**Question**

I have the levels of rutile TiO₂ at several points of the mesh, but not yet at the zone centre (0,0,0). Three of the rows lie on a straight line through it. Can I follow the levels along that line back to the centre, and how far should I trust the result?

DFTK 0.8.2 plane-wave DFT calculation of rutile TiO₂ with the PBE functional and dojo.nc.sr.pbe.v0_4_1.standard pseudopotentials, without spin polarisation or spin-orbit coupling. The k mesh is 6×6×9, the cutoff 1142.88 eV and the Fermi-Dirac smearing width 0.05 eV. Levels are numbered outwards from the gap, with energies relative to the valence top on the mesh.

| point a (reciprocal cell vector) | point b (reciprocal cell vector) | point c (reciprocal cell vector) | level under 4 (eV) | level under 3 (eV) | level under 2 (eV) | level under 1 (eV) | level over 1 (eV) | level over 2 (eV) |
| --- | --- | --- | --- | --- | --- | --- | --- | --- |
| 0.0000 | 0.0000 | 0.0000 | ? | ? | ? | ? | ? | ? |
| -0.5000 | 0.0000 | 0.0000 | -1.650 | -1.650 | -0.740 | -0.740 | 2.542 | 2.542 |
| -0.5000 | -0.5000 | 0.0000 | -1.318 | -1.318 | -1.087 | -1.087 | 1.918 | 1.918 |
| 0.0000 | 0.0000 | 0.2222 | -1.871 | -1.314 | -1.314 | -0.343 | 2.246 | 2.504 |
| 0.0000 | 0.0000 | 0.3333 | -2.045 | -1.570 | -1.570 | -0.980 | 2.374 | 2.742 |
| -0.5000 | -0.5000 | 0.3333 | -1.551 | -1.551 | -0.992 | -0.992 | 2.971 | 2.971 |
| 0.0000 | 0.0000 | 0.4444 | -2.658 | -1.874 | -1.440 | -1.440 | 2.747 | 3.046 |

**Answer**

Point c tells how much the phase of an electron wave turns from one cell to the next along the c axis: not at all at 0, half a turn at 0.5. The turn decides how far the contributions of neighbouring orbitals reinforce or cancel each other, and so moves the level. Clockwise and anticlockwise turns give the same energy, so a smooth band is flat at the centre and starts as

$$E(c)=E_0+b\,c^2 ,$$

where $E_0$ is the level at the centre and $b$ its curvature.

The two nearest rows on the line, at c = 0.2222 and 0.3333, fix both constants. Take the pair of filled levels at -1.314 and -1.570 eV. The step from the first row back to the centre is 0.80 of the step between the rows, measured in $c^2$, so

$$E_0=-1.314+0.80\,(1.570-1.314)=-1.11\ \text{eV}.$$

The row at 0.4444 took no part in this and can test it. Continued outwards, the line for the single top level meets a single level there within a few meV. For the pair it comes out 0.49 eV too low, because the pair has turned upwards again. The columns rank energies and do not follow bands: the level that was on top seems to have sunk to third place in this row.

Two facts limit the forecast. The line puts the top filled level 0.17 eV above zero, which is forbidden because zero is the highest filled level on the mesh; I therefore set it to zero. The run also reports that its smallest gap, 1.88 eV, is direct, so both band edges share one mesh point. In rutile the valence top is known to lie at the centre, and that places the lowest empty level too.

For the second empty level I assume that two bands change order between the two rows. Extrapolated in that way, the lower band lands close to the reported gap; without the change of order it lands about 0.3 eV higher. The forecasts for the centre, with ranges that are judgements, are:

- Highest filled level: single, 0.00 eV, range -0.15 to 0.00.
- Next two filled levels: a pair at -1.11 eV, ± 0.3.
- Fourth filled level: -1.73 eV, ± 0.4.
- Lowest empty level: single, 1.88 eV, range 1.88 to 2.15.
- Second empty level: clearly higher, 2.61 eV, ± 0.3.

The withheld rows as computed:

| point a (reciprocal cell vector) | point b (reciprocal cell vector) | point c (reciprocal cell vector) | level under 4 (eV) | level under 3 (eV) | level under 2 (eV) | level under 1 (eV) | level over 1 (eV) | level over 2 (eV) |
| --- | --- | --- | --- | --- | --- | --- | --- | --- |
| 0.0000 | 0.0000 | 0.0000 | -0.718 | -0.464 | -0.464 | 0.000 | 1.884 | 2.166 |

Both band edges are where they were placed, but those two forecasts leaned on the zero of energy and the reported gap. The levels that rested on extrapolation all fall outside their ranges. The pair is indeed a pair, yet it lies 0.65 eV higher than forecast. The fourth filled level is 1.0 eV higher than forecast, and the second empty level 0.44 eV lower.

The pair shows what went wrong. It falls by 0.85 eV between the centre and c = 0.2222, but by only 0.26 eV more from there to 0.3333. The first known row is already almost halfway to the zone boundary, where the band has begun to level off, and a parabola drawn there misses the steep part. Symmetry offers a reason for the bend: on this axis all such pairs are of one symmetry type, so they repel each other instead of crossing. That a lower pair pushes this one up is my guess.

The top level carries a subtler warning. Its parabola passed the outward test almost perfectly and still failed at the centre, where the real band is flatter. Agreement on one side of a gap in the data does not secure the other side. The pair's failed test, in turn, should have made me widen its range.

My change of order among the empty bands gains no support either. It had the second level falling away from the centre, whereas both listed empty levels rise by about a third of an eV up to c = 0.2222. Had I kept the printed order, the same curve would have put the second level at 2.31 eV, only 0.15 eV too high, so the assumed crossing caused that miss. Still, ranks alone can't settle which band is which. The same doubt hangs over the fourth filled level, the largest miss: bands of different symmetry can cross, so the values I joined need not belong to one band.

For practical use, look at (-0.5,-0.5,0) before calling this a direct-gap material. Its lowest empty level is only 0.03 eV above the one at the centre, and the mesh skips c = 0.5, where another minimum could lie. Such near ties are typical of the narrow Ti d bands at the bottom of the conduction band. SnO₂ has the same structure, but its conduction band starts from broad Sn s states and rises steeply from the centre, so one valley clearly wins. The gap itself is too small, as usual with PBE; experiment gives roughly 3 eV.

The printed analysis below lists the forecasts, the computed values and the misses.

Printed output of the fit:

```
Outward test at c 0.4444, single filled level, line less computed, eV: 0.0022
Outward test at c 0.4444, filled pair, line less computed, eV: -0.4884
Highest filled level at centre, bare line before the limit at zero, eV: 0.1666
Lowest empty level at centre if ranks are bands, eV: 2.144
Second empty level at centre if ranks are bands, eV: 2.314
Lowest empty level at centre if bands cross, bare line, eV: 1.849
Forecast highest filled, range -0.15 to 0.00, eV: 0
Forecast second and third filled, plus or minus 0.3, eV: -1.109
Forecast fourth filled, plus or minus 0.4, eV: -1.732
Forecast lowest empty, range 1.88 to 2.15, eV: 1.884
Forecast second empty, plus or minus 0.3, eV: 2.608
Computed highest filled, eV: 0
Computed second filled, eV: -0.464
Computed third filled, eV: -0.464
Computed fourth filled, eV: -0.718
Computed lowest empty, eV: 1.884
Computed second empty, eV: 2.166
Miss highest filled, forecast less computed, eV: 0
Miss second filled, forecast less computed, eV: -0.6452
Miss third filled, forecast less computed, eV: -0.6452
Miss fourth filled, forecast less computed, eV: -1.014
Miss lowest empty, forecast less computed, eV: 0
Miss second empty, forecast less computed, eV: 0.442
Lowest empty level at (-0.5,-0.5,0) above the mesh conduction minimum, eV: 0.034
Vertical gap at (-0.5,-0.5,0), eV: 3.005
```
